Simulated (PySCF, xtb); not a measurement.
## Two isomers of BFH4Si

Structure I is `B[SiH2]F`, a singlet and structure II is `FB[SiH3]`, a singlet. Both are isolated molecules in the gas phase, relaxed with B3LYP/6-31G*; each stands in its lowest conformer found.

Quicker runs give these differences E(II) − E(I): GFN2-xTB +8.3 kcal/mol; HF/STO-3G −36.9 kcal/mol (at GFN2-xTB geometries); r2SCAN-D4/def2-SVP −13.0 kcal/mol (at GFN2-xTB geometries).

Task: Estimate E(II) − E(I) at the level CCSD(T)/def2-TZVP.

Result: Calculated at CCSD(T)/def2-TZVP: E(II) − E(I) = −4.0 kcal/mol, so structure II lies lower.

Level by level:

```tsv
level	geometry	E(II) − E(I) (kcal/mol)	departure from the last row (kcal/mol)	job, with rough time for the two
GFN2-xTB	GFN2-xTB	+8.3	+12.3	optimisation, 0.084 s
HF/STO-3G	GFN2-xTB	−36.9	−32.9	single point, 1.1 s
r2SCAN-D4/def2-SVP	GFN2-xTB	−13.0	−9.0	single point, 7.8 s
B3LYP/6-31G*	B3LYP/6-31G*	−7.2	−3.2	optimisation, 36 s
HF/def2-TZVP	B3LYP/6-31G*	−1.6	+2.4	part of the CCSD(T) run
MP2/def2-TZVP	B3LYP/6-31G*	−3.1	+0.9	part of the CCSD(T) run
CCSD(T)/def2-TZVP	B3LYP/6-31G*	−4.0		single point, 79 s
```

As drawn, II has 1 B–F, 1 Si–H in place of 1 F–Si, 1 B–H.

GFN2-xTB puts the two in the other order. The largest departure from CCSD(T)/def2-TZVP is that of HF/STO-3G, 32.9 kcal/mol.

With thermal terms from frequencies at re-optimised GFN2-xTB minima (ideal gas, soft modes damped towards free rotors, one conformer each, 298.15 K, 1 atm): on the last row, ΔE + ΔZPE = −4.2, ΔH = −4.2, ΔG = −4.4 kcal/mol.

The correlated steps freeze 7 core orbitals. Programs: PySCF 2.14.0, xtb 6.7.1 (Pople sets with spherical d functions); the last row on 2 threads of Arm Neoverse V2 on a shared host.

Moving fluorine from silicon to boron is mildly favourable: II lies 4.0 kcal/mol lower, and the thermal terms barely alter this. The small gap probably reflects two opposing preferences. In II a fluorine lone pair can donate into the empty p orbital of three-coordinate boron, which strengthens B–F. Against this, I keeps a strong, highly polar Si–F bond, and it has a B–H bond where II has a generally weaker Si–H bond.

Hartree–Fock in the triple-zeta basis already gives the right order, so correlation reinforces the preference for II rather than creating it. The huge bias of HF/STO-3G towards II therefore comes mainly from its minimal basis, which probably describes the polarised Si–F bond especially poorly, and not from missing correlation.

The result supports a modest thermodynamic preference for II as an isolated monomer. It does not carry over to aggregated material, since three-coordinate boranes with B–H bonds tend to dimerise through hydrogen bridges, and the two isomers need not gain equally from that.
